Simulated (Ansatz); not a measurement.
# AlCu: pressure and energy above lowest point against volume scale

All results are calculated (Ansatz 0.2.0). Free energy against uniform scaling of the volume at fixed shape and fractions; periodic cell, basis, potentials, k mesh and filling as listed.

The cell before it is scaled or strained (space group Pm-3m, No. 221):
```
CELL_PARAMETERS angstrom
2.99750 0.00000 0.00000
0.00000 2.99750 0.00000
0.00000 0.00000 2.99750
ATOMIC_POSITIONS crystal
Al 0.00000 0.00000 0.00000
Cu 0.50000 0.50000 0.50000
```

Settings of every row: functional PBEsol; dispersion none; potentials PAW; wave cutoff 500 eV; density cutoff 2000 eV; k mesh 10x10x10; k shift 0x0x0; occupations methfessel paxton; smearing width 0.1 eV; spin none.

Limits: coarse k mesh, up to 40 meV an atom off; the cell comes from a prototype or a list of computed structures and needn't be the stable phase.

| row | volume scale | V (Å³/atom) | pressure (GPa) | energy above lowest point (meV/atom) |
| --- | --- | --- | --- | --- |
| 1 | 0.88 | 11.85 | 13.77 | 43.9 |
| 2 | 0.92 | 12.389 | ? | ? |
| 3 | 0.96 | 12.928 | 0.37 | 0 |
| 4 | 1 | 13.466 | -4.37 | 7 |
| 5 | 1.04 | 14.005 | -8.07 | 28.2 |
| 6 | 1.08 | 14.544 | -11.04 | 60.5 |
| 7 | 1.12 | 15.082 | -13.33 | 101.6 |

Question: what pressure and energy above lowest point should row 2 give?

Worked fit of pressure. Take u = (V_r/V)^(2/3) − 1 with V_r = 13.736 Å³ an atom, which is twice the finite (Eulerian) strain; such expansions in the strain, on which the Birch-Murnaghan equation of state is built, carry the rest volume and the bulk modulus. The shown rows have u = 0.10347, 0.04124, 0.01332, -0.01285, -0.03739, -0.06042. Least squares give pressure = −6.332 + 142.586 × u + 463.75 × u² + 347 × u³ GPa; a parabola predicts inner rows, each left out in turn, worse (root mean square 0.059 against 0.032 GPa). The rows lie off it by 0.00, 0.01, -0.02, 0.02, -0.01, 0.00. The pressure vanishes at u = 0.0393, or V = 12.97 Å³ an atom, and there the bulk modulus at fixed shape and fractions is B = −V dP/dV = (2/3)(1 + u) dP/du = 125 GPa. The withheld row has u = 0.07123, so the fit gives −6.332 + 142.586 × (0.07123) + 463.75 × (0.07123)² + 347 × (0.07123)³ = 6.30 GPa.

The calculation gave 6.25 GPa. The fit lies 0.05 GPa (0.18 % of the column's range) above it; its largest miss of a shown row is 0.02 GPa.

Worked fit of energy above lowest point. Take u = (V_r/V)^(2/3) − 1 with V_r = 13.736 Å³ an atom, which is twice the finite (Eulerian) strain; such expansions in the strain, on which the Birch-Murnaghan equation of state is built, carry the rest volume and the bulk modulus. The shown rows have u = 0.10347, 0.04124, 0.01332, -0.01285, -0.03739, -0.06042. Least squares give energy above lowest point = 16.06 − 813.42 × u + 10151.9 × u² + 3000 × u³ meV/atom; a parabola predicts inner rows, each left out in turn, worse (root mean square 0.48 against 0.044 meV/atom). All shown rows lie on it to the printed digit. Its lowest point lies at u = 0.0394, or V = 12.96 Å³ an atom, and the curvature there gives the bulk modulus at fixed shape and fractions, B = (4/9)(1 + u)² E″(u)/V = 125 GPa. The withheld row has u = 0.07123, so the fit gives 16.06 − 813.42 × (0.07123) + 10151.9 × (0.07123)² + 3000 × (0.07123)³ = 10.7 meV/atom.

The calculation gave 10.7 meV/atom. The fit meets it to the printed digit.
